A crystal has endlessly many electron states, and a calculation samples them on a grid of k points. Here one cell of Ta₄O, with fixed atoms, has been computed on eleven such grids. In "10x10x6" the first two numbers count the divisions in the plane of the square base, and the last counts those along the long axis c. The problem is to say how far the 10x10x6 mesh will lie from the 16x16x8 reference.

Ta₄O (P4/mmm, 5 atoms) at fixed geometry, computed with Ansatz 0.2.0 using PBEsol, scalar-relativistic PAW (set soft_2) and no spin polarization. The plane-wave cutoff is 420 eV and the Gaussian smearing width 0.1 eV, with energies taken at zero smearing. All k meshes are Gamma-centred, and the reference mesh is 16x16x8.

| k mesh | energy less reference (meV per atom) | pressure less reference (GPa) | largest force change (eV/Å) | pressure (GPa) |
| --- | --- | --- | --- | --- |
| 1x1x1 | 187.18 | 0.757 | 5.085 | -7.328 |
| 2x2x1 | 183.37 | 3.272 | 0.065 | -4.813 |
| 4x4x1 | 113.34 | 1.596 | 0.403 | -6.489 |
| 4x4x2 | 9.04 | -0.209 | 0.244 | -8.294 |
| 6x6x2 | 15.62 | -0.016 | 0.053 | -8.101 |
| 6x6x4 | 5.43 | 0.040 | 0.099 | -8.045 |
| 8x8x4 | -0.23 | 0.001 | 0.065 | -8.084 |
| 10x10x4 | -0.92 | -0.045 | 0.011 | -8.130 |
| 10x10x6 | ? | ? | ? | ? |
| 12x12x6 | -0.45 | -0.078 | 0.011 | -8.163 |
| 14x14x6 | 1.17 | 0.013 | 0.020 | -8.072 |

"Energy less reference" and "pressure less reference" are the value on a mesh minus that on the reference mesh. "Largest force change" is the greatest shift of any force component, given without sign. Symmetry allows a force only on the two Ta atoms directly above and below the oxygen, and only along c, so this column follows a single coordinate. The last column is the pressure itself, positive in compression. These PBEsol runs used PAW datasets made for PBE. That is the same in every row and can't cause the differences between meshes, but it may affect the pressure itself.

**(a) Why do the errors fall steeply at first and then stop falling steadily?**

*Solution.* A mesh of this kind gives exactly the states of a finite block of crystal whose opposite faces are joined. The edges of the block are the cell edges multiplied by the divisions. The 4x4x1 mesh stands for a block only one cell deep along c, 7.4 Å. Going to 4x4x2 doubles this depth and changes nothing else, and the energy drops by 104 meV per atom.

In a block with joined faces an electron can travel across and meet itself. Whether it returns in step or out of step depends on its wavelength and on the length of the path. The sampling error is the sum of these returns over all paths that lead round the block. Longer paths contribute less, so a larger block has a smaller error on the whole, but each contribution can have either sign.

A ring of atoms with one electron each, in the Hückel model, shows this in its simplest form. Let the unit of energy be the coupling between neighbours. Four atoms then have a binding energy of 4/4 = 1 per atom, six atoms have 8/6 ≈ 1.33, and the endless chain has 4/π ≈ 1.27. The small ring binds too weakly and the next one too strongly, because the electrons fill the levels differently. The comparison covers the change of sign, but not the size of the errors in a three-dimensional crystal with many bands, nor how fast they fade.

In an insulator the returns die out fast as the block grows. In a metal they fade slowly, because filled and empty states meet at a sharp boundary, the Fermi surface, so errors of either sign can persist in large blocks. Ta₄O is a metal in this calculation: on the reference mesh, the last band that the electrons could just fill reaches about 1 eV above the bottom of the next one. The meshes 1x1x1 and 2x2x1 are too coarse to show this overlap and give a small gap instead. The smearing of the occupations blurs the Fermi surface and damps the long paths. For an assumed, typical electron speed, the damping length comes out at some tens of ångström. The denser meshes have blocks of about that size, so theory leaves room for a remainder that still oscillates.

The table has the pattern that this argument leads to. From 8x8x4 on, the known energy errors are near 1 meV per atom or below and take both signs, and 14x14x6 is further off than 12x12x6. Among the coarser meshes, single good values mislead: 2x2x1 has a force change of only 0.065 eV/Å beside an energy error of 183 meV per atom. One quantity can pass through zero while another is far from settled.

**(b) Predict the three results for 10x10x6, with error bars.**

*Solution.* The block comes first. In the plane its edge is 10 × 3.2575 ≈ 32.6 Å, and along c it is 6 × 7.4093 ≈ 44.5 Å. The 10x10x4 mesh has the same edge in the plane and 29.6 Å along c. The two extra divisions should therefore weaken the returns along c and leave those in the plane as they were, so a gain over 10x10x4 is not assured.

Since theory gives no sign for what remains, the simplest model is a constant level plus scatter. It was fitted to the four known meshes from 8x8x4 on, and 10x10x6 took no part. The constant has a purpose: an error of the reference mesh itself would shift every row by the same amount. For the force change, which has no sign, the model uses the logarithm.

For the energy, the four errors add up to −0.43 meV per atom, and a quarter of that is −0.11. They scatter about this mean by 0.78 (root mean square). A new row has its own scatter, and the mean is itself uncertain. With four rows, twice the expected error is 2 × √(5/3) × 0.78 ≈ 2.0 meV per atom. Four rows are few, so this is a fair working range and not a strict 95 % limit.

The forecasts for 10x10x6 are:

- energy less reference: −0.1 ± 2.0 meV per atom, sign not predictable;
- pressure less reference: −0.03 ± 0.09 GPa;
- largest force change: about 0.02 eV/Å, range 0.003 to 0.13, more likely than not below 0.065;
- no assured gain over 10x10x4.

There is another reasonable way to guess. If the results converged smoothly, the mean of the neighbours 10x10x4 and 12x12x6 should do better, and for the energy it gives −0.7 meV per atom. The forecast above stays with the constant level, because the known rows show no smooth course.

**(c) Compare the forecasts with the computed values and explain the hits and misses.**

The withheld rows as computed:

| k mesh | energy less reference (meV per atom) | pressure less reference (GPa) | largest force change (eV/Å) | pressure (GPa) |
| --- | --- | --- | --- | --- |
| 10x10x6 | -1.40 | -0.038 | 0.015 | -8.123 |

*Solution.* All three values lie inside their ranges. The pressure is the closest hit, about 0.01 GPa from the forecast. The force change was forecast a third too high; its range was so wide that it tested little, but the sharper statement, below 0.065 eV/Å, also held.

The energy is the weakest of the three. At −1.4 meV per atom it lies 1.3 below the central forecast, and it is the largest energy error of any mesh from 8x8x4 on. The model gives a level and the size of the scatter about it, but can't tell where in that scatter a given mesh will fall. The mean of the neighbours came closer, with a miss of 0.7.

That does not make the convergence smooth. In energy, pressure and force change alike, 10x10x6 falls outside the span of its two neighbours, where a smooth course would have placed it between them. A single hidden row can't settle which way of guessing is better in general.

The caution about 10x10x4 was justified for the energy and the force change. With more divisions along c, the energy error grew from −0.92 to −1.4 meV per atom and the force change rose slightly, while the pressure error shrank a little. These differences are no larger than the scatter among the dense meshes, so they don't show that the denser mesh is worse. The pressure even hides a gain, because it is the mean of the stresses along the three axes. At 10x10x4 the stress in the plane lies 0.11 GPa below its reference value and the stress along c 0.09 GPa above, and the two partly cancel. At 10x10x6 both are only 0.04 GPa below.

The three quantities do not settle at the same mesh. The pressure stays within 0.08 GPa of the reference from 6x6x2 on, while the energy of that mesh is still off by 16 meV per atom. Part of this early agreement is again cancellation between the axes. At 6x6x2 the stress in the plane lies 0.08 GPa below its reference value and the stress along c 0.11 GPa above; at 6x6x4 the stress along c is still off by 0.25 GPa. Anyone who relaxes the shape of the cell should therefore check the stresses one by one. The force change is the last to settle: it is still 0.065 eV/Å at 8x8x4 and stays at or below 0.02 from 10x10x4 on. Part of this remainder may belong to the reference mesh: the force itself is 0.09 to 0.10 eV/Å on all four of these meshes, but 0.08 on the reference. The program output after this text gives the fits and the misses row by row.

For this cell a working rule follows. From 8x8x4 on, allow about 2 meV per atom for the energy and 0.1 GPa for the pressure, and take at least 10x10x4 where forces matter. Judge a mesh by the spread over several dense meshes, never by its agreement with one other, since 8x8x4 matches the reference pressure to 0.001 GPa and all four denser meshes in the table do worse. To carry the mesh over to a cell of another shape, keep the edges of the block and not the number of divisions: a cell twice as long along c needs half as many divisions in that direction.

Numerical output:

```
fit of energy_less_reference on 4 rows (nx >= 8): constant -0.1075 +/- 0.45; rms 0.779, worst 14x14x6 -1.28, leave-one-out rms 1.04
  rows outside the fit (model, value, miss): 1x1x1 -0.1075, 187.2, -187; 2x2x1 -0.1075, 183.4, -183; 4x4x1 -0.1075, 113.3, -113; 4x4x2 -0.1075, 9.04, -9.15; 6x6x2 -0.1075, 15.62, -15.7; 6x6x4 -0.1075, 5.43, -5.54; 10x10x6 -0.1075, -1.4, 1.29
fit of pressure_less_reference on 4 rows (nx >= 8): constant -0.02725 +/- 0.021; rms 0.0364, worst 12x12x6 0.0508, leave-one-out rms 0.0486
  rows outside the fit (model, value, miss): 1x1x1 -0.02725, 0.757, -0.784; 2x2x1 -0.02725, 3.272, -3.3; 4x4x1 -0.02725, 1.596, -1.62; 4x4x2 -0.02725, -0.209, 0.182; 6x6x2 -0.02725, -0.016, -0.0112; 6x6x4 -0.02725, 0.04, -0.0673; 10x10x6 -0.02725, -0.038, 0.0107
fit of log10(largest_force_change) on 4 rows (nx >= 8): constant -1.701 +/- 0.18; rms 0.315, worst 8x8x4 -0.514, leave-one-out rms 0.42
  rows outside the fit (model, value, miss): 1x1x1 -1.701, 0.7063, -2.41; 2x2x1 -1.701, -1.187, -0.514; 4x4x1 -1.701, -0.3947, -1.31; 4x4x2 -1.701, -0.6126, -1.09; 6x6x2 -1.701, -1.276, -0.425; 6x6x4 -1.701, -1.004, -0.696; 10x10x6 -1.701, -1.824, 0.123
Half-width of the energy forecast (meV per atom): 2.01
Half-width of the pressure forecast (GPa): 0.09406
Force change forecast (eV/angstrom): 0.01992
Force change forecast, lower end (eV/angstrom): 0.003061
Force change forecast, upper end (eV/angstrom): 0.1296
Force change of 10x10x6, forecast over computed (ratio): 1.328
Rival energy forecast, mean of the two neighbours (meV per atom): -0.685
Rival energy forecast less computed value (meV per atom): 0.715
Energy change from 4x4x1 to 4x4x2 (meV per atom): -104.3
Energy change from 6x6x2 to 6x6x4 (meV per atom): -10.19
Shortest block edge for 10x10x4 (angstrom): 29.64
Shortest block edge for 10x10x6 (angstrom): 32.57
Damping length by smearing, order of magnitude only (angstrom): 66
Largest pressure error of the known fine meshes (percent of reference pressure): 0.9647
```
